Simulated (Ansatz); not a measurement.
## Redistribution: CH4S + C3H10SSi → SiH3(SH) + C4H10S

Species: CH4S (methanethiol) `CS`, singlet; C3H10SSi `CC(C)S[SiH3]`, singlet; SiH3(SH) (sulfanylsilane), singlet; C4H10S (isopropyl methyl sulfide) `CSC(C)C`, singlet. The partners trade CH3 for SiH3; both sit on S, so the bond types are kept.

Shapes, held fixed at every level: PBE0-D4/def2-TZVP. Flexible molecules stand in one conformer, not always the lowest. Programs: Ansatz 0.2.0. Electronic energies: no zero-point or thermal term.

Task: Estimate ΔE of this reaction.

Result: The highest level, CCSD(T)/CBS estimate, gives ΔE = -5.3 kJ/mol; the levels span -6.2 to -4.4. The column of differences is taken from that level and isn't an error. No measured value is set beside it here. The CBS estimate extrapolates MP2 from def2-TZVPP and def2-QZVPP and adds CCSD(T) − MP2 in the triple-zeta set, cores frozen.

```json
{"level": "HF/def2-TZVPP", "kind": "Hartree–Fock", "ΔE (kJ/mol)": "-5.0", "less CCSD(T)/CBS estimate": "+0.3"}
{"level": "PBE-D4/def2-TZVPP", "kind": "GGA", "ΔE (kJ/mol)": "-4.4", "less CCSD(T)/CBS estimate": "+0.9"}
{"level": "r2SCAN-D4/def2-TZVPP", "kind": "meta-GGA", "ΔE (kJ/mol)": "-5.4", "less CCSD(T)/CBS estimate": "-0.1"}
{"level": "PBE0-D4/def2-TZVPP", "kind": "global hybrid", "ΔE (kJ/mol)": "-4.8", "less CCSD(T)/CBS estimate": "+0.5"}
{"level": "wB97X-V/def2-TZVPP", "kind": "range-separated hybrid", "ΔE (kJ/mol)": "-6.2", "less CCSD(T)/CBS estimate": "-0.9"}
{"level": "B2PLYP/def2-TZVPP", "kind": "double hybrid", "ΔE (kJ/mol)": "-5.3", "less CCSD(T)/CBS estimate": "0.0"}
{"level": "CCSD(T)/CBS estimate", "kind": "coupled cluster or CI", "ΔE (kJ/mol)": "-5.3", "less CCSD(T)/CBS estimate": "0.0"}
```

Every level makes the exchange mildly exothermic, so silyl is better placed beside hydrogen on sulfur, and methyl beside isopropyl, than the other way round. Because each side holds the same S–H, S–Si and S–C links, the bond energies largely cancel, and what remains is how the two substituents on one sulfur affect each other. Hartree–Fock already gives -5.0 kJ/mol against -5.3 for coupled cluster, which suggests that the preference is mainly electrostatic and inductive, with little net contribution from correlation, dispersion included. Silicon is more electropositive than carbon and leaves more negative charge on sulfur; an alkyl neighbour probably accommodates that charge less well than hydrogen does, while it suits the less polar S–CH3 bond. Simple crowding would point the other way, since the longer Si–S bond should ease contact with isopropyl. The energy measures this difference in neighbour preference and says nothing about whether the S–Si bond is itself stronger than the S–C bond.
